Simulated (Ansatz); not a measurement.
**Correcting a cheap level on molecular compounds of Si**

The vertical ionisation energy (cation less neutral) in eV of 6 molecular compounds of Si: x at MP2/def2-TZVPP, y at CCSD(T)/def2-TZVPP. Shapes, held fixed at every level: PBE0-D4/def2-TZVP. Flexible molecules stand in one conformer, not always the lowest. Programs: Ansatz 0.2.0.

| molecule | x (eV) | y (eV) |
| --- | --- | --- |
| Si2H4SO (SMILES [SiH3]O[Si]S) | 8.96 | 9.01 |
| Si(NH2)(OH) | 9.03 | 9.21 |
| Si3NH6Br (SMILES [SiH3]N([SiH3])[Si]Br) | 9.08 | 9.12 |
| Si2H4O2 (SMILES O[Si]O[SiH3]) | 9.41 | 9.56 |
| Si(OH)Br | 9.77 | ? |
| CH3FOSi (SMILES CO[Si]F) | 9.88 | 10.08 |

Question: Fit y = c + s·x to the known rows and predict y for Si(OH)Br.

Answer: 
1. Means of the 5 rows: x = 9.2720, y = 9.396.
2. Σ(Δx)² = 0.58148, Σ(Δx·Δy) = 0.65694, so the slope is 0.65694/0.58148 = 1.1298.
3. Intercept: 9.396 − (1.1298) × 9.2720 = -1.080. The largest residual of the fit is 0.087.
4. Si(OH)Br: -1.080 + 1.1298 × 9.77 = 9.96 eV.

CCSD(T)/def2-TZVPP gives 9.81 eV, so the prediction is off by +0.15 eV, more than the largest residual. Uncorrected, MP2/def2-TZVPP misses it by -0.04 eV, and the other rows by 0.12 on average. The line makes this one worse. Left out in turn, the other rows are missed by 0.06 eV on average, so much of the error is systematic among these molecules. Cations run unrestricted. Relativity is left out for Br. Outer-core shells of Br are correlated, in sets that cover them unevenly.

The miss for Si(OH)Br seems to come from chemistry that the line cannot see. MP2 lies below CCSD(T) for every molecule, but the gap follows the ligands rather than the ionisation energy: it is small in the three compounds containing S or Br and clearly larger in the three whose ligands bind only through N, O or F. Si(OH)Br belongs to the first group, yet its fairly high x earns it a correction typical of the second.

All six are silylenes, in which ionisation is expected to remove mainly the silicon lone pair, whose energy reflects σ withdrawal and π donation by the substituents. The softer S and Br ligands probably change the balance of correlation errors between neutral and cation, allowing more cancellation in MP2. The slope above one therefore need not mean that the MP2 error grows with ionisation energy, since the highest known row is also a fluoride with an alkoxy group. A correction that distinguishes ligand types is a plausible alternative, but so few compounds cannot establish it.
